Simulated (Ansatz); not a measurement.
# HfH₂: energy less free atoms and pressure against volume per atom

Periodic Kohn-Sham DFT of a crystal at fixed atoms; pressure and stress are positive in compression; the energy is the free energy less that of spherical unpolarised free atoms; site moments are those in the method's own spheres, positive along +z. The results are calculated, by Ansatz 0.2.0.

Cell of the first row (space group I4/mmm, No. 139):
```
cell vectors (Å)
  -1.7035     1.7035     2.1360
   1.7035    -1.7035     2.1360
   1.7035     1.7035    -2.1360
atoms (fractions of the cell vectors)
Hf  0.00000  0.00000  0.00000
H   0.75000  0.25000  0.50000
H   0.25000  0.75000  0.50000
```

Settings of every row: method all-electron LAPW; functional LDA; relativity scalar; k mesh 12x12x12; filling fermi-dirac; smearing width 0.03 eV; basis error target 0.5 meV/atom; nucleus gaussian.

Atom start moment: 0 on all atoms.

Limits: no spin-orbit coupling on heavy atoms.

| row | volume per atom (Å³) | energy less free atoms (eV/atom) | pressure (GPa) |
| --- | --- | --- | --- |
| 1 | 8.265 | -5.6356 | 0.836 |
| 2 | 8.616 | ? | ? |
| 3 | 8.792 | -5.6225 | -8.36 |
| 4 | 8.88 | -5.6175 | -9.634 |
| 5 | 9.144 | -5.5988 | -13.08 |

Question: what energy less free atoms and pressure should row 2 give?

Worked fit of energy less free atoms. Take u = (V_r/V)^(2/3) − 1 with V_r = 8.836 Å³ an atom, which is twice the finite (Eulerian) strain; such expansions in the strain, on which the Birch-Murnaghan equation of state is built, carry the rest volume and the bulk modulus. The shown rows have u = 0.04554, 0.00333, -0.00331, -0.02258. Least squares give energy less free atoms = −5.62009 − 0.7435 × u + 8.848 × u² eV/atom; a straight line predicts inner rows, each left out in turn, worse (root mean square 0.0059 against 6.7e-05 eV/atom). All shown rows lie on it to the printed digit. Its lowest point lies at u = 0.0420, or V = 8.307 Å³ an atom, and the curvature there gives the bulk modulus at fixed shape and fractions, B = (4/9)(1 + u)² E″(u)/V = 165 GPa. Letting shape and atoms relax would as a rule lower it, by much in layered, chain or molecular crystals. The withheld row has u = 0.01695, so the fit gives −5.62009 − 0.7435 × (0.01695) + 8.848 × (0.01695)² = -5.6302 eV/atom.

The calculation gave -5.6302 eV/atom. The fit meets it to the printed digit.

Worked fit of pressure. Take u = (V_r/V)^(2/3) − 1 with V_r = 8.836 Å³ an atom, which is twice the finite (Eulerian) strain; such expansions in the strain, on which the Birch-Murnaghan equation of state is built, carry the rest volume and the bulk modulus. The shown rows have u = 0.04554, 0.00333, -0.00331, -0.02258. Least squares give pressure = −9.0048 + 192.275 × u + 522.95 × u² GPa; a straight line predicts inner rows, each left out in turn, worse (root mean square 0.35 against 0.0029 GPa). The rows lie off it by 0.000, -0.001, 0.002, 0.000. The pressure vanishes at u = 0.0420, or V = 8.307 Å³ an atom, and there the bulk modulus at fixed shape and fractions is B = −V dP/dV = (2/3)(1 + u) dP/du = 164 GPa. Letting shape and atoms relax would as a rule lower it, by much in layered, chain or molecular crystals. The withheld row has u = 0.01695, so the fit gives −9.0048 + 192.275 × (0.01695) + 522.95 × (0.01695)² = -5.595 GPa.

The calculation gave -5.607 GPa. The fit lies 0.012 GPa (0.086 % of the column's range) above it; its largest miss of a shown row is 0.002 GPa.
